When tantalum is cut along a cube face in a calculation, the outermost gap between atomic planes at each face narrows by about 12%, while the bonds that cross it shorten by only a few per cent. The other gaps shown below shift far less. The table follows these gaps from the bottom face to the top face of a thin slab. In each row, the spacing to next is the distance from that plane to the one above it, and the spacing change compares this distance with the bulk. What should the gap between the third and fourth planes be?

Ansatz 0.2.0, scalar-relativistic PBE with plane waves and PAW, for a seven-plane bcc Ta(100) slab with a 1×1 surface cell and 15 Å of vacuum, all atoms relaxed. Non-spin-polarized, 420 eV cutoff, 10×10×1 k mesh, Gaussian smearing of 0.1 eV, dipole correction. Rows number the planes from the bottom up; spacing changes are relative to the relaxed bulk.

```
row  relaxed plane spacing to next (Å)  relaxed plane spacing change (Å)  relaxed plane rumpling (Å)
  1                              1.461                            -0.199                       0.000
  2                              1.664                             0.004                       0.000
  3                                  ?                                 ?                           ?
  4                              1.692                             0.033                       0.000
  5                              1.664                             0.004                       0.000
  6                              1.461                            -0.199                       0.000
  7                                n/a                               n/a                       0.000
```

A natural first idea is that the disturbance starts at the surface and dies out with depth. The lowest gap shrinks by 0.199 Å and the second changes by only 0.004 Å. If each further change shrank by the same factor, the third gap would practically have the bulk spacing, 1.660 Å. Row 4 already speaks against this picture, because the gap just above the central plane is 0.033 Å wider than in the bulk.

A safer route to the third gap starts from the shape of the slab. It has seven planes, the same element on both faces, and every atom is free to move. In a body-centred cubic crystal, successive cube-face planes are shifted sideways by half the diagonal of the surface square, so planes two steps apart lie straight above each other. Plane 4 is therefore a mirror: plane 3 is the image of plane 5, plane 2 of plane 6, and plane 1 of plane 7.

Forces in a symmetric slab are symmetric too, so relaxation from the cut crystal keeps the mirror. If d(n) is the gap above plane n, then

d(n) = d(7 − n)

The gap in row 3 must repeat the one in row 4. The forecast is thus a widened gap of 1.692 Å, with a change of +0.033 Å from the bulk. The range is ±0.005 Å, which allows for atoms that stopped slightly short of their resting places. The rumpling, the height difference between atoms of one plane, must be zero because each plane of the cell holds a single atom.

The withheld rows as computed:

```
row  relaxed plane spacing to next (Å)  relaxed plane spacing change (Å)  relaxed plane rumpling (Å)
  3                              1.692                             0.033                       0.000
```

The gap agrees with the mirror forecast to the last printed digit, and the rumpling is zero as it had to be. The idea of a fading disturbance gives a gap that is 0.032 Å too small. The printed analysis after this text fits each rule to rows 1 and 2 with a single multiplying coefficient, and both coefficients come out as one. Those two rows cannot choose between the rules, since the fading rule was built from them; the gaps next to the central plane do.

The success belongs to symmetry and would be the same for any metal in a slab of this shape. It shows that the two halves relaxed alike, but not why the surface plane moves inward. Nor is row 3 a second, independent sign that deeper gaps widen, for it is row 4 seen in the mirror. The physics lies in the three different gaps of one half.

The large contraction outside begins with lost neighbours. An atom inside the crystal has eight nearest neighbours, and an atom on this face keeps only four, all in the next plane inward. In a metal, the bonds of an atom share its valence electrons, so each remaining bond becomes stronger and prefers to be shorter when others are removed. The electrons also spread out smoothly over the open face, flowing from the tops of the atoms into the hollows between them, and this pulls the surface atoms inward. Both arguments are standard theory of metal surfaces; the spacings agree with them but do not measure their shares.

Why does a modest shortening of bonds become such a large change of the gap? The atoms cannot draw closer sideways, because the slab keeps the lateral spacing of the bulk. The bonds to the next plane run obliquely, so a bond can shorten only by becoming flatter. Let d₀ be the bulk plane spacing, d the relaxed one and L the bond length. Each atom sits above the centre of a square with side 2d₀, at a horizontal distance of √2 d₀ from the corners, and Pythagoras gives

L² = 2d₀² + d²

In the bulk d equals d₀, and L² is 3d₀². For a small shift, the relative change of the bond is therefore one third of the relative change of the gap:

δL/L ≈ (1/3) δd/d₀

The outer gap shrinks by 12%, so the estimate for the bond is

12% / 3 = 4%

The full formula gives 3.8%. A bond shortened by this much is an ordinary response to lost neighbours, and in percentages the geometry magnifies it about threefold. In ångströms the gap changes by less than twice as much as the bond; the rest of the factor arises because the gap is shorter than the bond to begin with. For other faces, which are not tested here, the same reasoning suggests a tendency and not a strict rule: a plane should sink more when its atoms have lost more neighbours and when the remaining bonds lie flatter. The percentages hold for a calculation without spin-orbit coupling, whose effect on these spacings is untested in this heavy metal. The small surface cell also excludes any rearrangement of the surface that needs a larger one.

The second gap changes by only 0.004 Å, too little to read a meaning into its sign. Yet its two planes have not stayed at rest. Measured from the central plane, plane 3 moves outward by 0.033 Å and plane 2 by 0.037 Å, so the gap between them hardly changes. The surface plane itself sinks by 0.162 Å, and the rest of the outer contraction comes from plane 2 moving towards it. The reference for all these changes is the relaxed bulk crystal from which the slab was cut. The printed analysis also works out a spacing from a bulk volume of 18.13 Å³ per atom. That spacing is about 0.005 Å smaller because the volume describes the crystal before its relaxation.

The cause of the widening beside the central plane remains open. One possibility is a true oscillating relaxation: the electrons of a metal screen a surface with a density that ripples into the crystal, and the planes shift slightly to suit the ripples. Another is the thinness of the slab, since the central plane lies only three gaps from either face and feels both. In the slab as cut, before any atom has moved, plane 3 is already pushed towards its nearer face with a force of 0.36 eV/Å, so the widening is not merely a reply to the sinking of the surface plane. The k mesh of the bulk run is an unlikely cause. The bulk cell was relaxed on a dense 18×18×18 mesh, and with the in-plane mesh of the slab the same crystal is under a pressure of only 0.33 GPa, which in so stiff a metal should shift the spacing by no more than a few thousandths of an ångström. How far the slab's own mesh affects the forces near the surface has not been tested. Nor has the effect of a fault that both slab runs warn of: the exchange-correlation potential is rough where the electron density is thin, as it is outside the two faces. A thicker slab would help to tell the two main candidates apart. A widening that stays at the third gap belongs to the surface, while one that moves along with the centre, or vanishes, belongs to the thin slab.

For practical work, this means that the middle of a slab should be tested before it is taken as bulk. Here the second gap alone would suggest that the bulk spacing had been reached, yet the next one is 2% wider than in the bulk. Seven planes show the strong contraction at the surface clearly, but they do not provide a bulk-like interior.

Output of the analysis:

```
fit of gap on 2 rows (n < 3.5): coefficient of partner 1 +/- 4.3e-16; rms 6.66e-16, worst 1 -6.66e-16, leave-one-out rms 1.57e-16
  rows outside the fit (model, value, miss): 3 1.692, 1.692, -6.66e-16; 4 1.692, 1.692, -6.66e-16; 5 1.664, 1.664, -6.66e-16; 6 1.461, 1.461, -6.66e-16
fit of gap on 2 rows (n < 3.5): coefficient of fading 1 +/- 3.6e-16; rms 5.66e-16, worst 1 -6.66e-16, leave-one-out rms 2.22e-16
  rows outside the fit (model, value, miss): 3 1.66, 1.692, -0.0321; 4 1.66, 1.692, -0.0321; 5 1.664, 1.664, -4.44e-16; 6 1.461, 1.461, -6.66e-16
Forecast change of the gap in row 3 by the mirror rule, angstrom: 0.033
Lower end of the forecast gap in row 3, angstrom: 1.687
Upper end of the forecast gap in row 3, angstrom: 1.697
Bulk spacing used as reference in the table, angstrom: 1.66
Half the cube edge from the listed bulk volume, angstrom: 1.655
Mismatch of these two references, angstrom: 0.005071
Change of the outermost gap, percent: -11.99
Change of the second gap, percent: 0.241
Change of the gap above the central plane, percent: 1.988
Change of the gap above the central plane against half the cube edge, angstrom: 0.03707
Change of the nearest-neighbour bond across the outermost gap, percent: -3.83
Change of the nearest-neighbour bond across the gap above the central plane, percent: 0.6467
Change of the whole slab thickness if the mirror rule holds, angstrom: -0.324
```
